**Question: Can I estimate these oscillator strengths by hand?**

I have five excited singlet states of a contact complex between phosphine and boric acid, computed with a semilocal density functional.

Singlet excited states of the neutral, closed-shell phosphine–boric acid complex, computed with PySCF 2.14.0 using linear-response time-dependent DFT in the Tamm–Dancoff approximation (PBE/def2-SVP) at a GFN2-xTB geometry. The leading pair weight refers to natural transition orbitals.

| row | excitation energy (eV) | oscillator strength | leading pair weight | hole electron distance (Å) | hole electron overlap |
| --- | --- | --- | --- | --- | --- |
| 1 | 5.369 | 0.011 | 1.000 | 4.684 | 0.154 |
| 2 | 7.001 | 0.038 | 0.996 | 3.040 | 0.296 |
| 3 | 7.228 | 0.052 | 0.984 | 4.021 | 0.309 |
| 4 | 7.264 | 0.001 | 0.954 | 3.691 | 0.240 |
| 5 | 7.307 | 0.002 | 0.952 | 2.227 | 0.385 |

I thought that a state should absorb more strongly the more its hole and electron overlap. Yet row 5 has the largest overlap and is almost dark. Is there a pencil-and-paper rule that gives the size of the oscillator strength, and can it tell me when to expect a state like row 5?

**Answer**

There is a rule for how bright such a state can be. Whether it gets that bright depends on signs that the overlap doesn't record.

Start with the leading pair weight. It is at least 0.95 in every row, so each state is very nearly one electron moved from one hole orbital $\phi_h$ to one electron orbital $\phi_e$. These are natural transition orbitals, built for each state separately, and each may mix several ordinary molecular orbitals. Light couples to such a state through the product $\phi_h\phi_e$, the transition density. It exists only where both orbitals have amplitude, so a small overlap leaves little for the light to act on.

The two orbitals are orthogonal, so the positive and negative parts of this product cancel exactly when summed over space. I read the hole electron overlap $S$ as the same sum taken without signs. Each part then holds a charge $S/2$, in units of the electron charge $e$. If the centres of the two parts are a distance $L$ apart, they form a dipole $eSL/2$. In a singlet the spin-up and spin-down contributions add, which brings a factor $\sqrt2$:

$$\mu=\frac{eSL}{\sqrt2}.$$

The oscillator strength $f$ follows from this transition dipole and the excitation energy $E$ by its definition, $f=\tfrac23E\mu^2$ in atomic units. Inserting $\mu$ gives

$$f=\frac{1}{3}\,\frac{E}{E_h}\,S^2\left(\frac{L}{a_0}\right)^2,$$

with $E_h\approx27$ eV and $a_0\approx0.53$ Å. With $E$ and $S$ taken from the table, only $L$ has to be guessed. Neighbouring lobes of valence orbitals lie about a bond length apart, so take $L=1.5$ Å. The constants then combine to almost exactly 0.1, and the rule is

$$f\lesssim0.1\,E\,S^2\qquad(E\text{ in eV}).$$

Try it on row 1, where $E=5.369$ eV and $S=0.154$. The square of the overlap is about 0.024, and multiplying it by the energy gives 0.13. A tenth of that is 0.013, against a computed 0.011. The state is weak mainly because the overlap is small and enters squared.

It is tempting to use the hole electron distance for $L$, since row 1 moves the electron by 4.684 Å. That would give a strength of 0.12, eleven times too large. The distance tells how far the charge has moved once the excitation is complete. The transition dipole depends instead on how the lobes are arranged in the region that both orbitals share, and this region can be much shorter than the distance between the orbitals' centres.

Now do the same for row 5, with $E=7.307$ eV and $S=0.385$. The rule gives 0.11, but the computed value is only 0.002, some sixty times smaller. There is plenty of transition density, but the centres of its positive and negative parts nearly coincide: the arm $L$ that reproduces the computed dipole is only about 0.2 Å. This is an effective value, since the minor second pair of orbitals may also contribute to so small a dipole. A large overlap permits a strong transition without ensuring one.

The direction of the dipole hints at the reason. In row 5 it points mostly out of the plane of the boric acid molecule. That is what symmetry requires if the hole orbital changes sign across this plane and the electron orbital does not. Each positive lobe above the plane then has a negative partner below it, and the in-plane dipole vanishes. The part perpendicular to the plane can survive, but it shrinks if the lobes reverse sign from one atom to the next. The phosphine breaks the mirror symmetry of the pair, so the argument can hold only approximately. The assignment of the orbitals is my inference from the dipole and remains untested.

Over the whole table the rule works as a ceiling. It overestimates rows 1 to 3 by roughly 20 to 60 percent of the computed strength, and rows 4 and 5 by factors of about 30 and 60. I chose the round value of $L$ with all five rows in view, so neither worked example is an independent test. A single coefficient fitted to all five rows does not repair the rule: it averages over states with and without strong cancellation and describes neither kind well. The output below gives the arm and the estimate for each row.

Without a calculation you must also guess $S$, and this is the weakest step. An overlap wrong by a factor of two makes the strength wrong by a factor of four. The hole electron distance is no safe substitute: row 3 has a longer distance than row 2, but also a slightly larger overlap. For a contact like this one, values between 0.15 and 0.4 span the table.

The energy matters less for the estimate, but its computed value has a known weakness. In row 1 it lies within 0.02 eV of the orbital gap. A semilocal functional lacks the long-range attraction between a separated electron and hole, and such charge-transfer states usually come out too low. A range-separated hybrid would normally raise this one. If the orbitals kept their shape, a rise of 1 eV would increase the estimated strength by only 19 percent. The geometry is a further doubt: it comes from a tight-binding model, which places phosphorus well inside the usual van der Waals distance from one oxygen. A longer contact would probably lower the overlap in row 1.

For rows 2 to 5 the limit is more serious. They lie above the ionisation threshold that this functional implies, row 2 by about 1.5 eV, and the basis has no diffuse functions to describe an electron that is leaving. These rows show how overlap and cancellation work within the calculation, but their strengths should not be read as lines of a measured spectrum. Row 1 lies only about 0.1 eV below the threshold, so its electron orbital, and with it the overlap, may also change once diffuse functions are added. If you come to this pair because phosphine and boron compounds serve as dopant sources for silicon, note also that the rule concerns absorption, not whether a molecule then breaks apart.

The choice of $L$ also ties the rule to small molecules. In a long conjugated chain, hole and electron share the whole chain, and the two parts of the transition density can lie several bond lengths apart. The same formula then allows the strong absorption known from dyes, but only with a larger $L$.

In practice, square the overlap, multiply by the energy in eV and take a tenth. If the result is small, a compact system like this one should absorb weakly. If it is large, find out how the two orbitals change sign before you call the state bright.

Numerical output:

```
Transition dipole and its arm:
  row  dipole_e_angstrom  charge_in_each_part_e  arm_angstrom
    1             0.1527                  0.077         1.402
    2             0.2496                  0.148         1.193
    3             0.2875                 0.1545         1.316
    4            0.04733                   0.12        0.2789
    5             0.0515                 0.1925        0.1892
Rule 0.1 E S^2 against computed strength:
  row     rule  computed  rule_over_computed  with_full_distance_as_arm
    1  0.01273    0.0109               1.168                     0.1222
    2  0.06134    0.0382               1.606                      0.248
    3  0.06901    0.0522               1.322                     0.4881
    4  0.04184    0.0014               29.89                     0.2494
    5   0.1083    0.0017               63.71                      0.235
Coefficient for an arm of 1.5 angstrom (per eV): 0.09843
Largest difference between f from the dipole and printed f (definition, no test): 5.8e-05
Row 1, full distance as arm, estimate over computed: 11.21
Row 5, share of the dipole along z: 0.9966
Row 1, excitation energy less orbital gap (eV): 0.017
Row 2, excitation energy above the PBE ionisation threshold (eV): 1.516
Row 1, rise of the estimate if the energy were 1 eV higher (percent): 18.63
fit of f4 on 5 rows: coefficient of base 0.02854 +/- 0.017; rms 0.0224, worst 3 -0.0325, leave-one-out rms 0.0357
```
